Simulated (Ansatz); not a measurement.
## Au: pressure against volume per atom

All results are calculated (Ansatz 0.2.0 development build). Equation of state of a cubic crystal from periodic Kohn-Sham density functional theory without spin; pressure corrected for the finite basis.

Cell of the first row (space group Fm-3m, No. 225):
```
cell vectors (Å)
   0.0000     2.0362     2.0362
   2.0362     0.0000     2.0362
   2.0362     2.0362     0.0000
atoms (fractions of the cell vectors)
Au  0.00000  0.00000  0.00000
```

Settings of every row: formula Au; structure type fcc; functional PBE; spin treatment none; k mesh 23x23x23; occupation method fermi-dirac; occupation width 0.061225619 eV; wave cutoff 420 eV; datasets soft-1 PAW; density cutoff ratio 4.

Limits: no spin-orbit coupling, which can matter with elements this heavy.

```csv
row,volume per atom (Å³),pressure (GPa),energy above lowest point (meV/atom)
1,16.886,10.408,32.71
2,17.245,6.464,13.89
3,17.604,3.022,3.34
4,17.963,?,?
5,18.323,-2.57,2.92
6,18.682,-4.82,11.27
7,19.041,-6.768,24.31
```

Question: what pressure should row 4 give?

Worked fit of pressure. Take u = (V_r/V)^(2/3) − 1 with V_r = 17.963 Å³ an atom, which is twice the finite (Eulerian) strain; such expansions in the strain, on which the Birch-Murnaghan equation of state is built, carry the rest volume and the bulk modulus. The shown rows have u = 0.04208, 0.02757, 0.01355, -0.01314, -0.02582, -0.03811. Least squares give pressure = 0.0332 + 209.054 × u + 844.95 × u² + 1103 × u³ GPa; a parabola predicts inner rows, each left out in turn, worse (root mean square 0.025 against 0.0028 GPa). The rows lie off it by -0.001, 0.002, -0.002, 0.000, 0.000, 0.000. The pressure vanishes at u = -0.0002, or V = 17.97 Å³ an atom, and there the bulk modulus at fixed shape and fractions is B = −V dP/dV = (2/3)(1 + u) dP/du = 139 GPa. The withheld row has u = 0, so the fit gives 0.0332 + 209.054 × (0) + 844.95 × (0)² + 1103 × (0)³ = 0.033 GPa.

The calculation gave 0.027 GPa. The fit lies 0.006 GPa (22 % of the value, 0.035 % of the column's range) above it; its largest miss of a shown row is 0.002 GPa.

The other values of row 4: energy above lowest point 0 meV/atom.
